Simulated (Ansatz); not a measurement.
Ca2O5: pressure and energy above lowest point against volume per atom

Results calculated with Ansatz 0.2.0 development build, not measured. Equation of state of a cubic crystal from periodic Kohn-Sham density functional theory without spin; pressure corrected for the finite basis.

Cell of the first row (space group Pn-3m, No. 224):
```
CELL_PARAMETERS angstrom
5.41430 0.00000 0.00000
0.00000 5.41430 0.00000
0.00000 0.00000 5.41430
ATOMIC_POSITIONS crystal
Ca 0.00000 0.00000 0.00000
Ca 0.50000 0.50000 0.00000
Ca 0.50000 0.00000 0.50000
Ca 0.00000 0.50000 0.50000
O 0.50000 0.00000 0.00000
O 0.00000 0.50000 0.00000
O 0.00000 0.00000 0.50000
O 0.50000 0.50000 0.50000
O 0.75000 0.75000 0.25000
O 0.75000 0.25000 0.75000
O 0.25000 0.75000 0.75000
O 0.75000 0.25000 0.25000
O 0.25000 0.75000 0.25000
O 0.25000 0.25000 0.75000
```

Settings of every row: formula Ca2O5; structure type cubic X2O5; functional PBE; spin treatment none; k mesh 10x10x10; occupation method fermi-dirac; occupation width 0.061225619 eV; wave cutoff 700 eV; datasets hard PAW; density cutoff ratio 4.

Limits: a cubic model structure, not a phase known at ambient conditions; modest k-mesh, values are not fully converged in k; no spin polarisation, a magnetic state may lie lower.

```
row  volume per atom (Å³)  pressure (GPa)  energy above lowest point (meV/atom)
  1                11.337           6.495                                 13.67
  2                11.578           4.059                                  5.76
  3                11.819               ?                                     ?
  4                12.061          -0.086                                     0
  5                12.302          -1.845                                  1.48
  6                12.543          -3.424                                  5.47
```

Question: what pressure and energy above lowest point should row 3 give?

Worked fit of pressure. Take u = (V_r/V)^(2/3) − 1 with V_r = 12.061 Å³ an atom, which is twice the finite (Eulerian) strain; such expansions in the strain, on which the Birch-Murnaghan equation of state is built, carry the rest volume and the bulk modulus. The shown rows have u = 0.04213, 0.02762, 0, -0.0131, -0.02579. Least squares give pressure = −0.0891 + 139.454 × u + 397.31 × u² GPa; a straight line predicts inner rows, each left out in turn, worse (root mean square 0.2 against 0.0083 GPa). The rows lie off it by 0.004, -0.007, 0.003, 0.003, -0.003 (root mean square 0.0043 GPa). The pressure vanishes at u = 0.0006, or V = 12.05 Å³ an atom, and there the bulk modulus at fixed shape and fractions is B = −V dP/dV = (2/3)(1 + u) dP/du = 93.4 GPa. The withheld row has u = 0.0136, so the fit gives −0.0891 + 139.454 × (0.0136) + 397.31 × (0.0136)² = 1.881 GPa.

The calculation gave 1.874 GPa. The fit lies 0.007 GPa (0.071 % of the column's range) above it; its largest miss of a shown row is 0.007 GPa.

Worked fit of energy above lowest point. Take u = (V_r/V)^(2/3) − 1 with V_r = 12.061 Å³ an atom, which is twice the finite (Eulerian) strain; such expansions in the strain, on which the Birch-Murnaghan equation of state is built, carry the rest volume and the bulk modulus. The shown rows have u = 0.04213, 0.02762, 0, -0.0131, -0.02579. Least squares give energy above lowest point = −0.007 − 8.83 × u + 7908.2 × u² meV/atom; a straight line predicts inner rows, each left out in turn, worse (root mean square 4 against 0.027 meV/atom). The rows lie off it by 0.01, -0.02, 0.01, 0.01, -0.01. Its lowest point lies at u = 0.0006, or V = 12.05 Å³ an atom, and the curvature there gives the bulk modulus at fixed shape and fractions, B = (4/9)(1 + u)² E″(u)/V = 93.6 GPa. The withheld row has u = 0.0136, so the fit gives −0.007 − 8.83 × (0.0136) + 7908.2 × (0.0136)² = 1.34 meV/atom.

The calculation gave 1.32 meV/atom. The fit lies 0.02 meV/atom (0.15 % of the column's range) above it; its largest miss of a shown row is 0.02 meV/atom.
